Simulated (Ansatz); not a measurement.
**Strength of the O–Si bond: C3H10OSi → SiH2(CH3) + C2H5O**

Species: C3H10OSi `CCO[SiH2]C`, singlet; SiH2(CH3), doublet; C2H5O (ethoxy radical) `CC[O]`, doublet. 

Shapes, held fixed at every level: PBE0-D4/def2-TZVP. Flexible molecules stand in one conformer, not always the lowest. Programs: Ansatz 0.2.0. Electronic energies: no zero-point or thermal term.

```json
{"level": "r2SCAN-D4/def2-TZVPP", "kind": "meta-GGA", "ΔE (kJ/mol)": "+456.5", "less CCSD(T)/CBS estimate": "-47.0"}
{"level": "B3LYP-D4/def2-TZVPP", "kind": "global hybrid", "ΔE (kJ/mol)": "+466.8", "less CCSD(T)/CBS estimate": "-36.7"}
{"level": "PBE0-D4/def2-TZVPP", "kind": "global hybrid", "ΔE (kJ/mol)": "+462.7", "less CCSD(T)/CBS estimate": "-40.8"}
{"level": "wB97X-V/def2-TZVPP", "kind": "range-separated hybrid", "ΔE (kJ/mol)": "+485.4", "less CCSD(T)/CBS estimate": "-18.1"}
{"level": "CCSD(T)/def2-TZVPP", "kind": "coupled cluster or CI", "ΔE (kJ/mol)": "+487.5", "less CCSD(T)/CBS estimate": "-16.0"}
{"level": "CCSD/def2-TZVPP", "kind": "coupled cluster or CI", "ΔE (kJ/mol)": "+478.5", "less CCSD(T)/CBS estimate": "-25.0"}
{"level": "CCSD(T)/CBS estimate", "kind": "coupled cluster or CI", "ΔE (kJ/mol)": "+503.5", "less CCSD(T)/CBS estimate": "0.0"}
```

The highest level, CCSD(T)/CBS estimate, gives ΔE = +503.5 kJ/mol; the levels span +456.5 to +503.5. The column of differences is taken from that level and isn't an error. No measured value is set beside it here. Open shells run unrestricted unless RO is named. The CBS estimate extrapolates MP2 from def2-TZVPP and def2-QZVPP and adds CCSD(T) − MP2 in the triple-zeta set, cores frozen.

Homolysis of the O–Si bond is strongly endothermic at every level, reaching +503.5 kJ/mol at the highest, as expected for an alkoxysilane. The large electronegativity difference gives the bond a strongly polar character, and donation from the oxygen lone pairs into σ* orbitals on silicon strengthens it further. Cleavage forfeits both contributions and leaves an ethoxy radical whose unpaired electron sits mainly in an oxygen 2p orbital, with little stabilisation by delocalisation.

All the other levels give a weaker bond. Coupled cluster rises both on adding triples and on extrapolating the basis, probably because the compact, polarised electron pairs of the intact bond hold more correlation energy than the separated radicals. Among the functionals, wB97X-V lies closest to the extrapolated value, but its near match with CCSD(T) in the same basis is no sign of equal accuracy, since the coupled-cluster value is still far from its basis limit. A high homolytic cost does not imply resistance to hydrolysis, which proceeds by nucleophilic attack at silicon without forming radicals.
